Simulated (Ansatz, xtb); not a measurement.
## Relative energy of two isomers of C5H6BP

Structure X: `BC1=CC=PC=C1`, a singlet. Structure Y: `BC1=CC=CP=C1`, a singlet. Both are isolated molecules in the gas phase, relaxed with B3LYP-D3(BJ)/def2-SVP; the shapes shown needn't be the lowest conformers.

X (Å):

```xyz
13

C    -0.6190   -0.1030   -0.5685
C    -0.4059    1.1968   -0.0491
C     0.4219    2.1546   -0.6252
C     0.9040    0.2950   -2.4935
C     0.0352   -0.5045   -1.7582
B    -1.5620   -1.0797    0.1604
P     1.3471    1.9334   -2.0881
H    -2.1221   -0.7415    1.1750
H    -1.7464   -2.1891   -0.2789
H    -0.9353    1.4582    0.8734
H     0.5085    3.1286   -0.1315
H     1.3520   -0.1252   -3.4004
H    -0.1632   -1.5197   -2.1182
```

Y (Å):

| atom | x (Å) | y (Å) | z (Å) |
| --- | --- | --- | --- |
| C | -0.3358 | -0.4644 | -0.7464 |
| C | -0.7568 | 0.7384 | -0.1346 |
| C | -0.4196 | 2.0117 | -0.5999 |
| C | 0.3748 | 2.2228 | -1.7266 |
| C | 0.4763 | -0.4367 | -1.9003 |
| B | -0.7700 | -1.8213 | -0.1440 |
| P | 1.0726 | 0.9725 | -2.7323 |
| H | -0.4177 | -2.8554 | -0.6566 |
| H | -1.4646 | -1.8530 | 0.8433 |
| H | -1.3848 | 0.6631 | 0.7572 |
| H | -0.7977 | 2.8816 | -0.0530 |
| H | 0.5858 | 3.2587 | -2.0151 |
| H | 0.7676 | -1.4042 | -2.3249 |

Energies in hartree; the thermal terms are from GFN2-xTB frequencies at re-optimised GFN2-xTB minima (ideal gas, soft modes damped towards free rotors, one conformer each, 298.15 K, 1 atm) and include the zero-point energy:

|  | X | Y |
| --- | --- | --- |
| E, CCSD(T)/def2-SVP | −558.895142 | −558.893278 |
| E, MP2/def2-SVP | −558.802287 | −558.800414 |
| E, MP2/def2-TZVPP | −559.342599 | −559.340513 |
| zero-point energy | 0.092016 | 0.091871 |
| H(298 K) − E | 0.099795 | 0.099728 |
| G(298 K) − E | 0.061903 | 0.060951 |

Problem. Correct the CCSD(T) difference for the basis set by the MP2 change, then work out ΔE, ΔE₀, ΔH and ΔG for X → Y in kJ/mol (1 Eh = 2625.50 kJ/mol) and the equilibrium ratio [Y]/[X].

Solution. 1. Differences Y − X: CCSD(T) +0.001864, MP2 in the small set +0.001873, MP2 in the large set +0.002086 Eh.
2. ΔE = +0.001864 + (+0.002086 − (+0.001873)) = +0.002077 Eh = +5.45 kJ/mol.
3. ΔE₀ = ΔE + ΔZPE = +0.002077 + (−0.000145) Eh = +5.07 kJ/mol.
4. ΔH = ΔE + (−0.000067) Eh = +5.28 kJ/mol.
5. ΔG = ΔE + (−0.000952) Eh = +2.95 kJ/mol, so ΔS = (ΔH − ΔG)/T = +7.8 J/(mol K).
6. kT = 0.9442 mEh, so K = [Y]/[X] = exp(−ΔG/kT) = exp(−1.19) ≈ 0.3.

The two are too close for this level to say which is favoured. An error of 4 kJ/mol in ΔG would change K by a factor of 5. Mirror images and further conformers aren't counted.

As drawn, both hold the same kinds of bond in the same numbers.

Other levels gave ΔE = +5.4 (GFN2-xTB); +8.4 (HF/STO-3G, GFN2-xTB geometries); +6.0 (r2SCAN-D4/def2-SVP, GFN2-xTB geometries); +6.3 (B3LYP-D3(BJ)/def2-SVP); +6.8 (HF/def2-SVP); +4.9 (MP2/def2-SVP); +4.9 (CCSD(T)/def2-SVP) kJ/mol. The correlated steps freeze 11 core orbitals. Programs: Ansatz 0.2.0, xtb 6.7.1.

Every level listed places the para-boryl phosphinine X below its meta isomer Y in electronic energy, so the sign of this small preference doesn't hinge on the treatment of correlation. The likely origin is π conjugation. In both structures the BH₂ group lies in the ring plane, with its empty boron p orbital aligned with the ring π system. Withdrawal of π density by boron leaves positive charge mainly ortho and para to the substituted carbon. In X one of these sites is phosphorus, which is less electronegative than carbon and bears the charge more easily; in Y all of them are carbon. The slightly shorter C–B bond in X fits this picture.

The entropy term works the other way and narrows the gap in free energy. Much of it probably reflects symmetry rather than softer vibrations, since X has a twofold axis that Y lacks. The comparison doesn't extend to condensed phases, where phosphorus lone pairs or B–H–B bridges could bind the open boron centre.
